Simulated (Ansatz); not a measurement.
# A series in volume scale on C

Free energy against uniform scaling of the volume at fixed shape and fractions; periodic cell, basis, potentials, k mesh and filling as listed. The results are calculated, by Ansatz 0.2.0.

The cell before it is scaled or strained (space group P6_3/mmc, No. 194):
```
CELL_PARAMETERS angstrom
2.52210 0.00000 0.00000
-1.26110 2.18420 0.00000
0.00000 0.00000 4.11860
ATOMIC_POSITIONS crystal
C 0.33333 0.66667 0.06250
C 0.66667 0.33333 0.56250
C 0.33333 0.66667 0.43750
C 0.66667 0.33333 0.93750
```

Settings of every row: functional LDA; dispersion none; potentials PAW; wave cutoff 653.07 eV; density cutoff 2612.3 eV; k mesh 10x10x6; k shift 0x0x0; occupations methfessel paxton; smearing width 0.1 eV; spin none.

```csv
row,volume scale,V (Å³/atom),energy above lowest point (meV/atom)
1,0.92,5.218,27.4
2,0.9467,5.37,?
3,0.9733,5.521,0
4,1,5.672,5.4
5,1.0267,5.824,21.5
6,1.0533,5.974,47
7,1.08,6.126,80.8
```

Question: what energy above lowest point should row 2 give?

Worked fit of energy above lowest point. Take u = (V_r/V)^(2/3) − 1 with V_r = 5.748 Å³ an atom, which is twice the finite (Eulerian) strain; such expansions in the strain, on which the Birch-Murnaghan equation of state is built, carry the rest volume and the bulk modulus. The shown rows have u = 0.06662, 0.02723, 0.00891, -0.00872, -0.02538, -0.04157. Least squares give energy above lowest point = 12.27 − 927.1 × u + 17334 × u² meV/atom; a straight line predicts inner rows, each left out in turn, worse (root mean square 21 against 0.16 meV/atom). The rows lie off it by 0.0, 0.1, 0.0, -0.2, 0.0, 0.0. Its lowest point lies at u = 0.0267, or V = 5.525 Å³ an atom, and the curvature there gives the bulk modulus at fixed shape and fractions, B = (4/9)(1 + u)² E″(u)/V = 471 GPa. Letting shape and atoms relax would as a rule lower it, by much in layered, chain or molecular crystals. The withheld row has u = 0.04639, so the fit gives 12.27 − 927.1 × (0.04639) + 17334 × (0.04639)² = 6.6 meV/atom.

The calculation gave 6.8 meV/atom. The fit lies 0.2 meV/atom (0.25 % of the column's range) below it; its largest miss of a shown row is 0.2 meV/atom.
